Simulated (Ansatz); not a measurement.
# Conductance of a Tc atomic chain as one bond is drawn out by up to 4.2 Å, calculated with PBE

A metallic contact conducts through open channels and a vacuum gap conducts by tunnelling, yet drawing out a single bond turns one into the other. The puzzle is whether all channels of the contact close together or one outlives the rest, since this decides how a conductance can be read as a distance. The conductance of a hypothetical, non-magnetic Tc chain is calculated here with PBE for eight lengths of one bond, from 0.2 Å shorter to 4.2 Å longer than the relaxed bond. It is taken at zero bias and 300 K, counts both spins, is given in units of $G_0 = 2e^2/h$, and is measured against the perfect chain, which carries 6.00 $G_0$.

## Systems and settings

Linear chains of Tc. The period of each perfect chain was relaxed first; a cell of 12 atoms then had one bond changed by a set amount with all other bonds held at the relaxed length, and nothing was relaxed again. Plane-wave density functional theory with Ansatz 0.2.0, PAW datasets, scalar-relativistic unless a column says otherwise. The chain runs along z in a box of 7.5 x 7.5 angstrom across, with one k point across; along the chain the number of k points times the cell length is 80 to 147 angstrom. Fermi-Dirac occupations of width 0.05 eV. Functional PBE. Wave cutoff 500 eV (PBE). Transmission by matching layers to semi-infinite perfect chains at zero bias, energy step 0.035 eV. Tc: relaxed bond 2.169 angstrom, perfect chain 6.00 G0, no spin polarisation (starting moments died in the relaxation).

Notes on method and selection:

- In the tunnelling range G falls as exp(-beta d); for a vacuum barrier of height phi, beta = 1.025 sqrt(phi/eV) per angstrom.
- The atoms beside the drawn bond were not relaxed.
- Semilocal functionals lack the image potential.
- Spin-orbit coupling is left out.
- Dangling ends may carry moments that a run without spin polarisation cannot show.
- The junctions are hypothetical model structures, built for this series.
- Runs that did not converge, have known faults, used another set of PAW files or may not be shown are not listed.

Columns:

- bond stretch (Å): lengthening of the one bond over the relaxed bond of the perfect chain.
- bond length (Å): length of the drawn bond.
- error estimate (%): largest term of the program's own error estimate for this conductance.
- conductance (G₀): zero-bias conductance through the drawn bond at 300 K, both spins, G0 = 2e^2/h.
- share of perfect: conductance over that of the perfect chain at the same level.

Input lines of one member:

```
crystal:
  lattice:
    - [7.5, 0.0, 0.0]
    - [0.0, 7.5, 0.0]
    - [0.0, 0.0, 27.2230]
  atoms:
    - { symbol: Tc, position: [0.5, 0.5, 0.0] }
    - { symbol: Tc, position: [0.5, 0.5, 0.0797] }
    # ... 10 more atoms
kpoints:
  mp_grid: { grid: [1, 1, 5] }
scf:
  occupations: { method: fermi_dirac, width: 0.05 }
hamiltonian:
  xc: pbe
output:
  transmission:
    e_range: [-2, 2]
    de: 0.035
    kmesh: [1, 1]
    reduced_basis: true
    leads: [[11, 0]]
```

Command (options for logging and memory left out): `ansatz run input.yaml --threads 4`

## Results

| member | bond stretch (Å) | bond length (Å) | error estimate (%) | conductance (G₀) | share of perfect |
| --- | --- | --- | --- | --- | --- |
| stretch −0.2 | −0.2 | 1.97 | 0 | 5.7461 | 0.9577 |
| stretch 0.3 | 0.3 | 2.47 | 0 | 5.2818 | 0.8803 |
| stretch 0.7 | 0.7 | 2.87 | 1 | 3.1339 | 0.5223 |
| stretch 1.2 | 1.2 | 3.37 | 1 | 1.5432 | 0.2572 |
| stretch 1.8 | 1.8 | 3.97 | 1 | 0.9372 | 0.1562 |
| stretch 2.5 | 2.5 | 4.67 | 2 | 0.4804 | 0.08006 |
| stretch 3.3 | 3.3 | 5.47 | 4 | 0.1436 | 0.02393 |
| stretch 4.2 | 4.2 | 6.37 | 6 | 0.0281 | 0.00468 |

## What drives the series

The conductance falls from 5.75 $G_0$ at a stretch of −0.2 Å to 0.0281 $G_0$ at 4.2 Å, but not at a steady rate. Between neighbouring rows, $\ln G$ falls by 1.42 per Å from 0.7 to 1.2 Å, by only 0.83 per Å from 1.2 to 1.8 Å, and by 1.81 per Å from 3.3 to 4.2 Å. The slow part lies near 1 $G_0$, which suggests that one channel outlives the others.

Without magnetic order, the perfect chain has six open channels. It was calculated with one atom per period, which leaves no room for moments that alternate from atom to atom. The loss of the starting moments therefore does not show that the ground state in PBE is non-magnetic, and the six channels rest on that assumption. The model takes five as d-like, closing early because d orbitals are compact, and one as s-like. This split is an assumption, since the table lists only the total.

For a d-like channel, each atom carries one orbital, the Fermi level lies at the band centre, and the drawn bond has its hopping reduced to $x$ times that of the other bonds. Matching an incoming wave, a reflected wave $r$ and a transmitted wave $\tau$ at the two end atoms gives

$$1 - r = x\tau, \qquad 1 + r = \tau/x .$$

Adding the two gives $\tau = 2/(x + 1/x)$. If the hopping decays with the stretch $s$ as $x = e^{-\kappa s}$, the transmission is $\tau^2 = 1/\cosh^2(\kappa s)$.

For the s-like channel, the potential between the end atoms is taken as a smooth, parabolic hump. Its transmission is $1/(1+e^{u})$, where $u$ is zero when the top of the hump lies at the Fermi level. If $u$ grows linearly with stretch, $u = \beta(s - s_0)$, the channel stays nearly open well below $s_0$ and decays as $e^{-\beta s}$ well above it. The sum is

$$\frac{G}{G_0} = \frac{5}{\cosh^2(\kappa s)} + \frac{1}{1 + e^{\beta(s - s_0)}} .$$

The rate $\beta$ is taken at every stretch as that of a fully formed vacuum barrier, a simplification, with $\beta = 1.025\sqrt{\phi/\mathrm{eV}}$ per Å. With $\phi$ set to a rough 4 eV, the low end of the usual range of work functions of transition metals, $\beta = 1.025 \times 2 = 2.05$ per Å. This leaves $\kappa$ and $s_0$ to be fixed.

## Testing the model

The model is fixed on stretch 3.3 and stretch 0.7.

At 3.3 Å the d-like channels are negligible, so the s-like channel carries the whole 0.1436 $G_0$. Then $e^{\beta(3.3-s_0)} = 1/0.1436 - 1 = 5.96$, which puts $s_0$ at roughly 2.4 Å. At any other stretch $e^{\beta(s-s_0)} = 5.96\,e^{2.05(s-3.3)}$, so the rounded $s_0$ is not needed below.

At 0.7 Å the s-like channel gives $1/(1 + 5.96\,e^{2.05(0.7-3.3)})$, roughly 0.97. The five others carry 3.134 − 0.97 = 2.16, or roughly 0.43 each. Hence $\cosh(0.7\kappa) = 1/\sqrt{0.43} = 1.52$, so that $0.7\kappa$ is roughly 0.98, and $\kappa = 0.98/0.7 = 1.40$ per Å.

Four other members follow, with the d-like part written first and all conductances in $G_0$:

- **Stretch 1.2:** $5/\cosh^2(1.40 \times 1.2) + 1/(1 + 5.96\,e^{2.05(1.2-3.3)})$ = 0.65 + 0.93 = 1.58. The table has 1.543, so the model is 2 % high.
- **Stretch 1.8:** $5/\cosh^2(1.40 \times 1.8) + 1/(1 + 5.96\,e^{2.05(1.8-3.3)})$ = 0.13 + 0.78 = 0.91. The table has 0.937, so the model is 3 % low.
- **Stretch 2.5:** $5/\cosh^2(1.40 \times 2.5) + 1/(1 + 5.96\,e^{2.05(2.5-3.3)})$ = 0.018 + 0.46 = 0.48, against 0.480 in the table.
- **Stretch 4.2:** $5/\cosh^2(1.40 \times 4.2) + 1/(1 + 5.96\,e^{2.05(4.2-3.3)})$ = 0.0002 + 0.0258 = 0.0260. The table has 0.0281, so the model is 7 % low.

The sums also offer a reading of the slow part of the fall. In the model, at 1.8 Å the d-like channels supply only 0.13 of 0.91, while the s-like channel is still more than three quarters open.

The two remaining rows, stretch −0.2 and stretch 0.3, each come out about 2 % low. Over the six rows not used to fix the model, the mean miss is about 3 %, whereas the eight conductances scatter about their logarithmic mean by a typical factor of 4.

## Departures from the trend

The largest relative miss is at a stretch of 4.2 Å, where the model lies 7 % below the table. The program's error estimate for that row is 6 %, so the miss is hardly significant. Its sign would fit a barrier somewhat lower than the assumed 4 eV. A higher one makes matters worse: with 5 eV, and $s_0$ fixed again on stretch 3.3, the model gives 0.021 $G_0$, about a quarter too low. The program also warned that the exchange-correlation potential is rough where the density is thin, which matters most at this end.

Near the relaxed bond the model is too low by 0.12 $G_0$ at −0.2 Å and by 0.08 $G_0$ at 0.3 Å, where the error estimate rounds to zero. Giving the five d-like channels different values of $\kappa$ would not help, because, with their sum at stretch 0.7 kept the same, it lowers the model further in this region. The assumption that more likely fails is the purely exponential hopping. The overlap of d orbitals pointing along the chain flattens at short distance, which would keep the transmission higher, as the table requires.

## Summary

From −0.2 to 4.2 Å, the listed conductances of the non-magnetic chain are described to within about 8 % by five channels that close early and one that begins to tunnel near 2.4 Å. A single exponential drawn through the contact rows would miss this change.

The table spans a factor of 5.7461 / 0.0281 = 204. Even if the chain is non-magnetic, at least two omitted effects could far exceed the misses of the model, though neither is expected to rival that span. The missing image potential would lower the barrier and raise the conductance; in the model, a lowering by 1 eV with $s_0$ held fixed gives roughly a factor of 1.6 at 4.2 Å. Relaxed end atoms would draw back into their chains and lower it, by roughly a third if the gap widened by 0.2 Å.

Magnetic order is a more basic limit. Alternating moments would double the period of the chain and could close some of the six channels in the leads themselves. That would change the reference of 6.00 $G_0$ and could change the conductance at every stretch. The size of this effect is not estimated here, so the results hold only for a chain without magnetic order.

[On method and selection: Runs whose transmission exceeds the number of channels of the lead are not listed.]

[Logs are printed without paths, hosts, clocks, repeated set-up lines and the standing remarks that a program may print on its own settings, such as how far it seeks lower states.]
